Where in a crystal's band structure does the lowest empty state lie, and will a regular grid of wave vectors k find it? The gap of an indirect semiconductor depends on the answer, because the program can only report the lowest level among the points it has visited. BP and GaP show how such a search fails. GaSb shows an error of another kind, which no finer grid would remove.

Band gaps of III–V crystals in space group F-43m, computed with Ansatz 0.2.0 using PBE0, plane waves and PAW (cutoff 420 eV, fixed occupations, no spin polarisation) in cells relaxed with r2SCAN. Each gap is the smallest over the k mesh and some additional k points, among them extra_c, the place of the conduction bottom in PBE.

```
formula  element on site A  Z A  element on site B  Z B  volume per atom (Å³)  shortest distance (Å)  k mesh  band gap, PBE0 (eV)  gap kind, PBE0  conduction bottom at, PBE0
     BN                  B    5                  N    7                  5.88                  1.563   8×8×8                6.558        indirect                           X
     BP                  B    5                  P   15                 11.67                  1.964   6×6×6                2.661        indirect                     extra_c
    BAs                  B    5                 As   33                 13.68                  2.071   6×6×6                2.512        indirect                     extra_c
    GaP                 Ga   31                  P   15                 20.24                  2.360   6×6×6                2.925        indirect                     extra_c
   GaAs                 Ga   31                 As   33                 22.74                  2.454   6×6×6                1.953          direct                       Gamma
   GaSb                 Ga   31                 Sb   51                 28.82                  2.655   6×6×6                1.334          direct                       Gamma
   InAs                 In   49                 As   33                 28.50                  2.645   6×6×6                0.903          direct                       Gamma
```

In BP the lowest empty level on the regular mesh lies at X, on the boundary of the Brillouin zone, and gives a gap of 2.76 eV. The table has 2.66 eV, because one more point was computed on the line from the zone centre Γ to X. This is the point called extra_c, where the simpler functional PBE has its conduction bottom. PBE0 may have its own bottom a little beside it, which would make the errors given here slightly larger. The mesh alone therefore makes the gap about 0.10 eV too large in BP and BAs, and 0.03 eV too large in GaP. In the other four crystals the lowest computed level is at Γ or X, which the mesh contains, and the two gaps agree. For BN this agreement is no test of a dip beside X, because its extra point is X itself.

The lowest level lies beside X because two conduction bands come close together there. In silicon or diamond, where both atoms of the cell are equal, symmetry makes these bands meet at X and cross with a finite slope. One of them must then run downhill away from X, so the minimum on this line lies off the boundary. In BP and GaP the two atoms differ, which separates the levels at X and rounds off the crossing. If the separation is small enough, a dip beside X survives.

A two-band model turns this into a criterion. Let q be the distance from X towards Γ, S the splitting of the two levels at X, a the common upward curvature of the bands, P the strength with which they repel each other as q grows, and E₀ the mean level at X. The lower band is

E(q) = E₀ + a q² − √(S²/4 + P² q²)

Close to X the root lowers the curvature from a to a − P²/S. This is negative, and X is no minimum, when S is smaller than the limit L = P²/a. Setting the slope to zero gives the depth of the dip below X:

D = (L − S)² / (4L)

For BP, a and P were determined from the two levels at X and the two at the next mesh point towards Γ; the extra point was not used. The splitting is 0.342 eV and the limit 1.121 eV, so that

D = (1.121 − 0.342)² / (4 × 1.121) ≈ 0.14 eV

The calculation itself finds 0.10 eV at the extra point. The model thus gets the dip from mesh data alone, though about a third too deep. For GaP, treated in the same way, it gives 0.035 eV at the extra point, against 0.031 eV computed.

GaP has the smaller splitting and yet the shallower dip. Its limit is only 0.57 eV, half that of BP, so the repulsion between its bands has less to spare against their upward curvature. Whether there is a dip at all depends on the splitting compared with the limit, and both can be estimated from levels that the mesh already provides. A curve through the lower band alone is a poorer guide. A polynomial in q² through X and the next two mesh points, flat at X as symmetry demands, almost loses the dip in BP and turns it into a rise in GaP, because the band bends down over a stretch shorter than the mesh step. A plain parabola through the same three levels is expected to dip, but only by leaving X with a slope, which a band split off from its partner cannot have, so it cannot tell whether X is a true minimum.

The warning sign in BP and GaP is therefore a mesh conduction bottom exactly at X, with a second empty level above it by less than the limit L. A bottom at the neighbouring mesh point towards Γ would be just as suspect. The remedy is to compute more points on the line from Γ to X. GaSb shows when this does not matter for the gap. The model gives it a similar dip, but its X level lies 0.72 eV above the minimum at Γ, which the mesh contains.

The gap of GaSb, 1.33 eV, is nevertheless too large. One sign of this is in the levels themselves: the top of the valence band is threefold degenerate, which shows that spin-orbit coupling is absent. (The runs of GaSb and InAs carry a warning that some symmetry of the levels was lost, but this degeneracy in GaSb is intact.) In a real crystal this coupling splits such a top and raises its upper part by a third of the splitting. With a splitting of roughly 0.75 eV, a recalled value, the gap of GaSb would fall by about 0.25 eV.

Even then it would stay some 0.3 eV above the measured gap, roughly 0.8 eV at low temperature and again a recalled value. The same rough comparison leaves 0.3 to 0.4 eV in GaAs and InAs. It is rough also because the cells are relaxed with r2SCAN and not taken at the measured lattice constants. By recalled values these three cells are slightly too large, which is expected to lower their direct gaps, so the excess is if anything understated. How far the exact exchange is converged on this k mesh is not shown by these runs. The likely main cause is the functional: PBE0 mixes in a quarter of the exact exchange at every distance, whereas the electrons of these crystals screen the interaction at long range to about a tenth. Too much exchange pushes filled and empty levels apart. The same is to be expected in BP and GaP, so their gaps are probably still too large once the extra point is included. Among the three direct gaps InAs suffers most in proportion, since the excess is nearly as large as its measured gap; this error can't be seen in the PBE0 levels alone, only beside a measurement or a better method. The printed analysis below gives the estimates for these three crystals.

The analysis program printed:

```
Gap on the regular mesh against the gap with the extra point:
   row  mesh gap (eV)  table gap (eV)  mesh gap too large by (eV)  the same in percent
    BN          6.558           6.558                           0                    0
    BP          2.765           2.661                       0.104                3.908
   BAs          2.615           2.512                       0.103                  4.1
   GaP          2.956           2.925                       0.031                 1.06
  GaAs          1.953           1.953                           0                    0
  GaSb          1.334           1.334                           0                    0
  InAs          0.903           0.903                           0                    0
BP, splitting of the two lowest conduction levels at X (eV): 0.3421
GaP, the same splitting (eV): 0.2793
BP, largest splitting that still allows a minimum off X, two-band model (eV): 1.121
GaP, the same limit (eV): 0.5671
BP, extra point relative to X, two-band model (eV): -0.1351
GaP, extra point relative to X, two-band model (eV): -0.03531
BP, extra point relative to X, smooth single-band curve (eV): -0.001684
GaP, extra point relative to X, smooth single-band curve (eV): 0.02602
BP, position of the model minimum (X is 0.5): 0.4117
GaP, position of the model minimum (X is 0.5): 0.4325
BP, model minimum below the extra point by (meV): 0.1699
GaP, model minimum below the extra point by (meV): 1.186
GaSb, model minimum relative to X (eV): -0.0529
GaSb, computed X level above the Gamma minimum (eV): 0.7238
GaAs, rough lowering of the gap by spin-orbit coupling (eV): 0.1133
GaSb, rough lowering of the gap by spin-orbit coupling (eV): 0.25
InAs, rough lowering of the gap by spin-orbit coupling (eV): 0.1267
GaAs, rough excess left over the recalled measured gap (eV): 0.3397
GaSb, rough excess left over the recalled measured gap (eV): 0.284
InAs, rough excess left over the recalled measured gap (eV): 0.3763
```
